Hexagonal boron nitride is an insulator built of flat honeycomb sheets. If the whole cell is enlarged without changing its shape, every B–N bond and every gap between sheets grows in the same proportion. The question here is how the electronic band gap responds, and whether the response is regular enough to predict the most stretched cell, at 9.585 Å³ per atom, to within a few thousandths of an electronvolt.

Hexagonal BN (P6₃/mmc, 4 atoms per cell) computed with Ansatz 0.2.0: all-electron LAPW, PBE functional, scalar-relativistic, without spin polarization. The cell is scaled at fixed shape, with no relaxation of the atoms; k mesh 11×11×4, basis error target 1 meV/atom.

```
volume (Å³/atom)     c/a  shortest distance (Å)  band gap (eV)  smallest direct gap on path (eV)
           8.500  2.6602                  1.416          4.319                             4.794
           8.681  2.6603                  1.426          4.297                             4.743
           8.862  2.6602                  1.436          4.275                             4.693
           8.952  2.6602                  1.441          4.263                             4.668
           9.043  2.6602                  1.446          4.252                             4.643
           9.133  2.6602                  1.450          4.241                             4.618
           9.223  2.6602                  1.455          4.229                             4.594
           9.404  2.6603                  1.465          4.206                             4.546
           9.585  2.6602                  1.474              ?                                 ?
```

The column "band gap" is the smallest energy between any filled and any empty level. In this crystal the gap is indirect: the highest filled and lowest empty levels belong to electron waves of different wavevector. The "smallest direct gap on path" compares levels of equal wavevector. From 8.500 to 9.404 Å³ per atom the bond lengthens by 3.5 percent, the indirect gap falls by 0.113 eV and the direct gap by 0.248 eV. Both fall at every step between the known rows.

The states on either side of the gap are π states, made from orbitals that stand upright on the sheet. The filled ones sit mainly on nitrogen, the empty ones mainly on boron. In the simplest model of one sheet, an electron sees an energy difference D between the two sites and hops to a neighbouring atom with strength t. The π levels, measured from their midpoint, are

E = ±√(D²/4 + t²|f|²)

Here f adds up the phases with which the wave arrives from the three neighbours. At the corner K of the hexagonal zone these phases cancel, so f is zero and hopping has no effect. At the edge midpoint M they do not cancel, |f| is one, and hopping pushes the filled and empty levels apart.

In the runs at 8.681 and 9.404 Å³ per atom, the highest filled level on the k mesh lies near K and the lowest empty one near M. The mesh contains neither point exactly, so the levels quoted below, apart from those at Γ, belong to mesh points beside the symmetry points, and the gap on the mesh is somewhat larger than the tabulated one. Longer bonds weaken the hopping, so the empty level near M should sink while the filled level near K hardly notices. Even with D unchanged, the gap would then shrink. The model of one sheet is incomplete, though: by itself it would put the lowest empty level at K. In the crystal, coupling between sheets splits the empty levels near M and lowers one of them. As the sheets move apart this splitting weakens, which by itself would raise that level and widen the gap.

The calculated levels show both couplings getting weaker. At the zone centre Γ the contributions of all three neighbours add up, and the filled π levels lie far below the valence edge. Their mean depth below that edge drops from 5.39 eV at 8.681 Å³ per atom to 4.99 eV at 9.404, a sign of weaker hopping within the sheets. The splitting of the same pair of levels, caused by coupling between sheets, drops from 2.21 to 1.99 eV. 
The site difference D shrinks too. This shows near H, the point above K on the top face of the zone, where hopping within the sheets and coupling between them both nearly cancel. The gap between filled and empty π levels is therefore close to D there, though somewhat above it, because the mesh point lies off H and some hopping remains. It falls from 4.92 eV at 8.681 Å³ per atom to 4.71 eV at 9.404, about twice the 0.107 eV that the indirect gap on the same mesh loses between these runs. A smaller D is expected when the charged neighbours, which hold the nitrogen levels down and the boron levels up, move away. The core levels point the same way: the spacing between the boron 1s and nitrogen 1s levels, which take almost no part in hopping, shrinks by 0.165 eV between the same runs.

In this picture a smaller D and weaker hopping both narrow the indirect gap, while the weaker coupling between sheets works against them. Because bonds and sheet spacing grow together, these runs do not give the exact share of each.

For a prediction it is enough that the net effect is smooth. With V the volume per atom and V₀ = 9.043 Å³ as reference, each gap can be expanded in the logarithmic strain x = ln(V/V₀):

gap = E₀ + a·x + b·x²

The coefficient a is the volume deformation potential, the change of the gap per unit of x at the reference volume. The simplest choice sets b to zero and treats the deformation potential as constant. The indirect gap speaks against that: its slope steepens from −1.055 eV in the most compressed cells to −1.175 eV in the most stretched known ones. Gaps taken on the calculation's own k mesh, available with more digits, steepen in the same way, so the bend does not come from rounding.

The three constants were therefore fitted separately for each gap to the eight known rows; the printed analysis after this text gives them. For the indirect gap a is −1.14 eV, so one percent more volume lowers the gap by about 0.011 eV. At the withheld volume x is ln(9.585/9.043) = 0.058, and the estimate reads

4.252 − 1.14 × 0.058 − 0.93 × 0.058² ≈ 4.183 eV

The prediction for the indirect gap is thus 4.183 eV, with a range from 4.181 to 4.185 eV. The same procedure gives 4.498 eV for the smallest direct gap, with a range from 4.496 to 4.500 eV. Both gaps should continue downward without a break, the direct one about twice as fast. The ranges allow for rounding in the table, which extrapolation magnifies, and for the next term of the expansion. They could fail if a band edge or the smallest direct gap jumped to a different wavevector. On the k mesh, the two runs compared above show no such jump of the band edges; the place of the smallest direct gap is not listed.

The withheld rows as computed:

```
volume (Å³/atom)     c/a  shortest distance (Å)  band gap (eV)  smallest direct gap on path (eV)
           9.585  2.6602                  1.474          4.182                             4.498
```

Both values fall inside their ranges. The indirect gap comes out at 4.182 eV, within 0.001 eV of the prediction, and the direct gap agrees to the last printed digit. In the final step the indirect gap loses 4.206 − 4.182 = 0.024 eV and the direct gap 4.546 − 4.498 = 0.048 eV, so the factor of about two holds as well.

The new row also tests the bend. A constant deformation potential, fitted to the same eight rows, gives 4.186 eV for the indirect gap and misses by about 0.004 eV. For the direct gap it misses by less than 0.002 eV, so there the extra term matters little. Much of the bend of the indirect gap comes from the choice of variable: a gap exactly linear in V would already have b = a/2, here −0.57 eV of the fitted −0.93 eV. The rest could arise from the opposing effects of bonds and sheet spacing, but the runs do not separate them, and a successful extrapolation does not identify the cause.

The factor of two has a tempting explanation: weaker hopping moves both levels at M towards each other, but only one of the two levels that define a gap from K to M. The levels near H show that this is not needed. Hopping is weak there, yet the direct gap falls by 0.21 eV between the runs at 8.681 and 9.404 Å³ per atom, about as much as the 0.20 eV lost by the smallest direct gap. A shrinking D can thus supply most of a fall of this size. The indirect gap falls less because its empty level, near M, does not sink as fast as the one near H: it lies 0.39 eV below that level at 8.681 Å³ per atom, but only 0.30 eV below it at 9.404. Weaker hopping alone would have widened this lead. Its loss is what one expects when the coupling between sheets, which lowers the level near M, fades. The filled level near K contributes little: it lies 0.15 eV above the filled level near H in the first run and 0.14 eV in the second. The factor of two is then a balance of several effects in this crystal, not a rule.

For practical use, the deformation potential found here belongs to a change of size at fixed shape. It should not be turned into a pressure coefficient, because real pressure squeezes the soft direction between the sheets much more than the stiff bonds. At 9.133 Å³ per atom the stress within the sheets is almost zero, yet 2.7 GPa of compression remains across them. That figure also carries an error of the functional: PBE lacks the dispersion attraction that helps to bind the sheets, and no correction was added. The absolute gaps need caution too: PBE typically makes them too small, and the measured gap of this material is roughly 6 eV. The close agreement shows that the calculated trend is smooth, not that the gap itself is accurate to a thousandth of an electronvolt.

Printed output of the fit:

```
fit of band_gap on 8 rows: constant 4.252 +/- 0.00014, coefficient of lnv -1.14 +/- 0.0044, coefficient of lnv2 -0.9336 +/- 0.11; rms 0.000243, worst 8.952 0.000451, leave-one-out rms 0.000318
  rows outside the fit (model, value, miss): 9.585 4.183, 4.182, 0.000522
fit of dgap on 8 rows: constant 4.643 +/- 0.00014, coefficient of lnv -2.467 +/- 0.0045, coefficient of lnv2 -0.4183 +/- 0.11; rms 0.000244, worst 9.133 0.000483, leave-one-out rms 0.000523
  rows outside the fit (model, value, miss): 9.585 4.498, 4.498, -4.54e-05
fit of band_gap on 8 rows: constant 4.251 +/- 0.0004, coefficient of lnv -1.117 +/- 0.013; rms 0.000949, worst 9.404 0.00154, leave-one-out rms 0.00156
  rows outside the fit (model, value, miss): 9.585 4.186, 4.182, 0.00424
fit of dgap on 8 rows: constant 4.643 +/- 0.0002, coefficient of lnv -2.457 +/- 0.0064; rms 0.000478, worst 8.5 0.000735, leave-one-out rms 0.000737
  rows outside the fit (model, value, miss): 9.585 4.5, 4.498, 0.00162
Fall of indirect gap from 8.500 to 9.404 Å³/atom, eV: 0.113
Fall of smallest direct gap over the same rows, eV: 0.248
Ratio of the direct fall to the indirect fall: 2.195
Lengthening of the B-N bond over the same rows, percent: 3.46
Indirect gap slope per unit ln V, 8.500 to 8.862, eV: -1.055
Indirect gap slope per unit ln V, 9.043 to 9.404, eV: -1.175
Mesh gap slope per unit ln V, 8.500 to 8.862, eV: -1.251
Mesh gap slope per unit ln V, 9.043 to 9.404, eV: -1.375
Layer splitting of the pi pair at Gamma, row 8.681, eV: 2.205
Layer splitting of the pi pair at Gamma, row 9.404, eV: 1.988
Valence edge above mean pi level at Gamma, row 8.681, eV: 5.391
Valence edge above mean pi level at Gamma, row 9.404, eV: 4.989
```
